\textbf{Student.} A spin-unrestricted determinant with $M=0$ mixes several total spins. Half-projection claims to clean it by adding one more determinant. I doubt that two determinants can do the work of a full spin projector.

\textbf{Lecturer.} They cannot, and we can compute exactly what is left. The premises are these. There are $N=2n$ electrons in one normalised determinant $\Phi$, with $n$ orthonormal spatial orbitals for spin $\alpha$ and $n$ for spin $\beta$, so $\hat S_z\Phi=0$. Spin operators carry the unit J\,s, and $\hat S^2$ has eigenvalues $\hbar^2S(S+1)$. Define
\begin{equation}
\hat R=\exp(-i\pi \hat S_y/\hbar),\qquad \hat P=\tfrac12(1+\hat R),\qquad \Psi=\hat P\Phi .
\end{equation}
This $\Psi$ is the half-projected function of Smeyers and Doreste-Su\'arez (1973). For one electron $\hat S_y=\hbar\sigma_y/2$ and $\sigma_y^2=1$, so the exponential sums to $\cos(\pi/2)-i\sigma_y\sin(\pi/2)=-i\sigma_y$. With $\alpha=(1,0)^T$, $\beta=(0,1)^T$ and the standard Pauli matrix, this sends $\alpha\to\beta$ and $\beta\to-\alpha$. For creation operators of any spatial orbital $p$,
\begin{equation}
\hat R\,p^\dagger_\alpha\hat R^{-1}=p^\dagger_\beta,\qquad \hat R\,p^\dagger_\beta\hat R^{-1}=-p^\dagger_\alpha,\qquad \hat R|0\rangle=|0\rangle .
\label{rot}
\end{equation}

\textbf{Student.} Applied twice, that gives $-1$. Then $\hat P$ is no projector.

\textbf{Lecturer.} It gives $-1$ per electron, so $\hat R^2=(-1)^N=1$ for even $N$. A unitary operator that squares to one is Hermitian, hence $\hat P^\dagger=\hat P$ and $\hat P^2=(1+2\hat R+\hat R^2)/4=\hat P$. Also $\hat R$ commutes with $\hat S^2$, being a function of $\hat S_y$.

\textbf{Student.} A projector onto what? It knows nothing about $S$.

\textbf{Lecturer.} At $M=0$ it does. Expand $\Phi=\sum_S\Phi_S$, where each $\Phi_S$ is the $M=0$ member of a multiplet of integer spin $S$. Inside a multiplet the matrices of $\hat S_x,\hat S_y,\hat S_z$ are fixed by the commutation rules, so they equal those of orbital angular momentum on the harmonics $Y_{SM}$. The function $Y_{S0}$ is proportional to the Legendre polynomial $P_S(\cos\theta)$, a half-turn about $y$ sends $\cos\theta\to-\cos\theta$, and $P_S$ has parity $(-1)^S$. Therefore
\begin{equation}
\hat R\,\Phi_S=(-1)^S\Phi_S,\qquad \Psi=\sum_{S\ \mathrm{even}}\Phi_S .
\label{par}
\end{equation}
Every odd $S$ is removed, and every even $S$ passes untouched.

\textbf{Student.} Why carry the minus sign in \eqref{rot}? I would just swap the labels $\alpha$ and $\beta$.

\textbf{Lecturer.} The bare swap $\hat X$ lacks one sign for each $\beta$ electron, so $\hat X\Phi=(-1)^n\hat R\Phi$. Water has $n=5$. There $(1+\hat X)/2$ keeps the odd spins and annihilates the closed-shell determinant. The rotation fixes the sign once for all $n$.

\textbf{Student.} Granted. Now the overlap of $\Phi$ with $\hat R\Phi$ needs determinants of non-orthogonal orbitals.

\textbf{Lecturer.} Choose the orbitals well. The $n\times n$ overlap matrix between the $\alpha$ and $\beta$ spatial orbitals has a singular value decomposition $U\,\mathrm{diag}(d_k)\,V^\dagger$. Mixing the $\alpha$ set with $U$ and the $\beta$ set with $V$ multiplies $\Phi$ by a phase only, and yields the corresponding orbitals of Amos and Hall (1961):
\begin{equation}
\langle a_k|a_l\rangle=\langle b_k|b_l\rangle=\delta_{kl},\qquad \langle a_k|b_l\rangle=d_k\delta_{kl},\qquad 0\le d_k\le1 .
\end{equation}
Singular values are real and non-negative, and an overlap of unit vectors cannot exceed one. Up to that irrelevant phase,
\begin{equation}
|\Phi\rangle=\prod_{k=1}^n \hat g_k^\dagger|0\rangle,\qquad \hat g_k^\dagger=a^\dagger_{k\alpha}b^\dagger_{k\beta}.
\end{equation}
The spaces spanned by $a_k,b_k$ are orthogonal for different $k$. Within one pair, dropping the index, set
\begin{equation}
u=\frac{a+b}{\sqrt{2(1+d)}},\quad v=\frac{a-b}{\sqrt{2(1-d)}},\quad c=\sqrt{\frac{1+d}{2}},\quad s=\sqrt{\frac{1-d}{2}} .
\end{equation}
Because $d$ is real, $u$ and $v$ are orthonormal, and $a=cu+sv$, $b=cu-sv$. For $d=1$, $s=0$ and $v$ is not needed. Multiply out, using $v^\dagger_\alpha u^\dagger_\beta=-u^\dagger_\beta v^\dagger_\alpha$:
\begin{equation}
\hat g^\dagger=\underbrace{c^2u^\dagger_\alpha u^\dagger_\beta-s^2v^\dagger_\alpha v^\dagger_\beta}_{\hat\sigma^\dagger}\;\underbrace{-\,cs\,\big(u^\dagger_\alpha v^\dagger_\beta+u^\dagger_\beta v^\dagger_\alpha\big)}_{\hat\tau^\dagger}.
\label{pair}
\end{equation}
The part $\sigma$ consists of doubly occupied orbitals and is a singlet. The bracket in $\tau$ equals $\hat S_-u^\dagger_\alpha v^\dagger_\alpha|0\rangle/\hbar$ when applied to the vacuum, so $\tau$ is the $M=0$ triplet. The weights are
\begin{equation}
\langle\sigma|\sigma\rangle=c^4+s^4=\frac{1+d^2}{2},\qquad \langle\tau|\tau\rangle=2c^2s^2=\frac{1-d^2}{2}.
\label{wts}
\end{equation}

\textbf{Student.} One pair is easy. Antisymmetry couples all of them, so why should anything factorise?

\textbf{Lecturer.} Each $\hat g_k^\dagger$ contains two fermion operators, so different ones commute, and they act on orthogonal orbital spaces. The total spin is a one-electron operator that leaves spatial orbitals alone, so on these states $\hat{\mathbf S}=\sum_k\hat{\mathbf s}_k$, with $\hat{\mathbf s}_k$ bilinear in the operators of pair $k$. The $\hat{\mathbf s}_k$ of different pairs commute, so $\hat R=\prod_k\hat r_k$. A product of operators, each even and confined to one pair, has a matrix element equal to the product of pair matrix elements. By \eqref{par} applied to one pair, $\hat r|g\rangle=|\sigma\rangle-|\tau\rangle$, and
\begin{equation}
\langle g|\hat r|g\rangle=\frac{1+d^2}{2}-\frac{1-d^2}{2}=d^2 .
\end{equation}
You can see it directly: \eqref{rot} turns $a^\dagger_\alpha b^\dagger_\beta$ into $-a^\dagger_\beta b^\dagger_\alpha=b^\dagger_\alpha a^\dagger_\beta$, and each spin contributes one overlap $d$. With $D=\prod_kd_k^2$ and $\hat P^\dagger\hat P=\hat P$,
\begin{equation}
\langle\Psi|\Psi\rangle=\langle\Phi|\hat P|\Phi\rangle=\tfrac12\Big(1+\prod_kd_k^2\Big)=\tfrac12(1+D).
\label{norm}
\end{equation}
This is the squared norm, the total weight of even spins in $\Phi$. It lies between $1/2$ and $1$, so the projection never annihilates the determinant.

\textbf{Student.} And the spin? $\hat S^2$ is a two-electron operator and must link pairs.

\textbf{Lecturer.} It does, but those links drop out of the elements we need. Since $\hat P$ commutes with $\hat S^2$,
\begin{equation}
\langle \hat S^2\rangle_\Psi=\frac{\langle\Phi|\hat S^2\hat P|\Phi\rangle}{\langle\Phi|\hat P|\Phi\rangle}=\frac{\langle\Phi|\hat S^2|\Phi\rangle+\langle\Phi|\hat S^2\hat R|\Phi\rangle}{1+D},
\label{ratio}
\end{equation}
and $\hat S^2=\sum_k\hat{\mathbf s}_k^2+2\sum_{j<k}\hat{\mathbf s}_j\cdot\hat{\mathbf s}_k$. A cross term needs the vector $\langle g|\hat{\mathbf s}|\sigma\pm\tau\rangle$, with the upper sign for the first element and the lower sign for the second. Every component of $\hat{\mathbf s}$ annihilates the singlet, acting to either side, which leaves $\pm\langle\tau|\hat{\mathbf s}|\tau\rangle$. That vanishes: $\hat s_z\tau=0$, while $\hat s_x$ and $\hat s_y$ change $M$ by one unit. So all cross terms are zero. A diagonal term gives
\begin{equation}
\langle g|\hat{\mathbf s}^2|\sigma\pm\tau\rangle=\pm2\hbar^2\langle\tau|\tau\rangle=\pm\hbar^2(1-d^2).
\end{equation}
The other pairs $j\ne k$ supply spectator factors, $1$ without the rotation and $d_j^2$ with it:
\begin{align}
\langle\Phi|\hat S^2|\Phi\rangle&=\hbar^2\sum_k(1-d_k^2),\label{uhf}\\
\langle\Phi|\hat S^2\hat R|\Phi\rangle&=-\hbar^2\sum_k(1-d_k^2)\prod_{j\ne k}d_j^2 .
\end{align}
Insert both in \eqref{ratio}:
\begin{equation}
\frac{\langle\hat S^2\rangle_\Psi}{\hbar^2}=\frac{\sum_k(1-d_k^2)\Big(1-\prod_{j\ne k}d_j^2\Big)}{1+\prod_kd_k^2}.
\label{res}
\end{equation}

\textbf{Student.} Let me try to break it. One broken pair, all other $d_j=1$.

\textbf{Lecturer.} The broken pair's term has $\prod_{j\ne k}d_j^2=1$, and every other term has $1-d_k^2=0$. The result is zero for any $d$: by \eqref{pair}, $\Psi$ is the closed shells times $\sigma$, a two-configuration singlet. For two broken pairs both terms become $(1-d_1^2)(1-d_2^2)$, so
\begin{equation}
\frac{\langle\hat S^2\rangle_\Psi}{\hbar^2}=\frac{2(1-d_1^2)(1-d_2^2)}{1+d_1^2d_2^2}=6w_2,
\label{two}
\end{equation}
where $w_2$ is the quintet weight in the normalised $\Psi$. The last equality holds because two triplets couple to $S\le2$ and only $S=0$ and $2$ survive.

\textbf{Student.} At $d_1=d_2=0$ that is $2$, and \eqref{uhf} also gives $2$. So you removed the triplet and gained nothing? That looks like a slip.

\textbf{Lecturer.} Test it on water with both bonds pulled apart. The determinant has two $\alpha$ electrons in oxygen $2p$ orbitals, an O($^3P$) atom with $M=+1$, and a $\beta$ electron on each hydrogen, which together form a triplet with $M=-1$. The squared Clebsch--Gordan coefficients of $|1,1\rangle|1,-1\rangle$ are $1/3$, $1/2$ and $1/6$ for $S=0,1,2$. The mean of $S(S+1)$ is $2\cdot\frac12+6\cdot\frac16=2$. Delete the triplet and renormalise by $1/2$, as \eqref{norm} says: the weights become $2/3$ and $1/3$, and the mean is $6\cdot\frac13=2$ again. We removed a component whose $S(S+1)$ equals the mean, so the mean stays. The singlet weight has doubled, and so has the quintet weight.

\textbf{Student.} Could the projection ever raise $\langle\hat S^2\rangle$?

\textbf{Lecturer.} No. In \eqref{res} each term of \eqref{uhf} is multiplied by a factor no larger than one, and the denominator is at least one. The gain is largest for weak breaking. Put $\epsilon_k=1-d_k^2\ll1$. Then $1-\prod_{j\ne k}d_j^2\approx\sum_{j\ne k}\epsilon_j$ and $1+D\approx2$, so
\begin{equation}
\langle\hat S^2\rangle_\Psi/\hbar^2\approx\sum_{j<k}\epsilon_j\epsilon_k ,
\end{equation}
second order where \eqref{uhf} is first order. The gain disappears when all the products are small, either through two or more nearly vanishing $d_k$ or through many mildly broken pairs.

\textbf{Student.} And for triplet excited states?

\textbf{Lecturer.} Use $(1-\hat R)/2$. Only the sign of the $\hat R$ terms changes: the squared norm is $(1-D)/2$ and
\begin{equation}
\frac{\langle\hat S^2\rangle_{\rm odd}}{\hbar^2}=\frac{\sum_k(1-d_k^2)\big(1+\prod_{j\ne k}d_j^2\big)}{1-D},
\end{equation}
which is $2$ for one or two broken pairs, a pure triplet, and undefined for a closed shell, where $D=1$.

\textbf{Student.} Where does all this stop being true?

\textbf{Lecturer.} Equations \eqref{norm} and \eqref{res} are exact for any single determinant of pure $\alpha$ and pure $\beta$ orbitals with $n_\alpha=n_\beta$, real or complex, in any basis set. The Hamiltonian was never used, so they hold whether the orbitals are optimised before or after projection, although the $d_k$ differ between those two cases. For odd $N$, $\hat R^2=-1$ and $\hat P$ is not idempotent. For even $N$ and $M\ne0$, $\hat R$ sends $M$ to $-M$, so $\langle\Phi|\hat R|\Phi\rangle$ and $\langle\Phi|\hat S^2\hat R|\Phi\rangle$ vanish and no spin is removed. Determinants of general spinors have no definite $M$, so \eqref{par} and the pairing used here fail. As a method, half-projection gives a pure singlet for one broken pair only. Two or three broken pairs leave a quintet, and four also admit $S=4$. It is not size consistent: for many distant copies of a broken molecule $D\to0$ and the unprojected values return. With a spin-free Hamiltonian, different $S$ do not couple, so for two broken pairs the energy is $E_0+w_2(E_2-E_0)$, with $E_S$ the expectation value in the normalised component. At full dissociation of water all spin couplings of O($^3P$) and two H atoms are degenerate and the quintet costs nothing. At intermediate stretch it raises the energy whenever $E_2>E_0$.

\textbf{Student.} Then give me numbers in that intermediate region.

\textbf{Lecturer.} Take water, which is also the oxidant of wet silicon oxidation and of atomic layer deposition of gate oxides. Stretch both bonds symmetrically from the approximate equilibrium length $R_e=96$ pm. Of the five pairs, let three have $d=1$. The two bonding pairs, one of $a_1$ and one of $b_2$ symmetry in $C_{2v}$, break. The overlaps below are assumed. I chose them so that \eqref{uhf} reproduces what is typical of small-basis unrestricted Hartree--Fock, roughly $0.9$ at $1.5R_e$ and $1.8$ at $2R_e$, so that column is input and tests nothing.

At $1.5R_e=144$ pm take $d_1=0.80$ and $d_2=0.70$. Then $1-d_1^2=0.36$, $1-d_2^2=0.51$ and $D=0.3136$. The squared norm is $0.6568$, so the discarded triplet weight is $0.3432$. Equation \eqref{two} gives
\begin{equation}
\langle\hat S^2\rangle_\Psi=\frac{0.3672}{1.3136}\,\hbar^2=0.28\,\hbar^2=3.1\times10^{-69}\ \mathrm{J^2\,s^2},
\end{equation}
with $\hbar^2=1.112\times10^{-68}\ \mathrm{J^2\,s^2}$. The model along the stretch reads:

\begin{center}
\begin{tabular}{lcccccc}
$R$/pm & $d_1$ & $d_2$ & $\langle\Psi|\Psi\rangle$ & $\langle\hat S^2\rangle_\Phi/\hbar^2$ & $\langle\hat S^2\rangle_\Psi/\hbar^2$ & $w_2$\\
\hline
144 & 0.80 & 0.70 & 0.66 & 0.87 & 0.28 & 0.047\\
192 & 0.35 & 0.30 & 0.51 & 1.79 & 1.58 & 0.26\\
$\infty$ & 0 & 0 & $1/2$ & 2 & 2 & $1/3$
\end{tabular}
\end{center}

\textbf{Student.} You froze three pairs and guessed the split between $d_1$ and $d_2$. How much hangs on that?

\textbf{Lecturer.} Spin polarisation of the lone pairs and core typically adds a total $\epsilon$ of order $0.01$. Put it in one third pair, $d_3^2=0.99$, and \eqref{res} moves from $0.28$ to $0.29$ at $144$ pm, so the second decimal is the last with meaning. An equal split of the same sum, $\epsilon_1=\epsilon_2=0.435$, also gives $0.29$, while a very uneven split would drive the value towards zero. These are the model's numbers, not water's. Within the model, half-projection lowers $\langle\hat S^2\rangle/\hbar^2$ from $0.87$ to $0.28$ at $144$ pm, only from $1.79$ to $1.58$ at $192$ pm, and not at all at dissociation, where one third of $\Psi$ is quintet.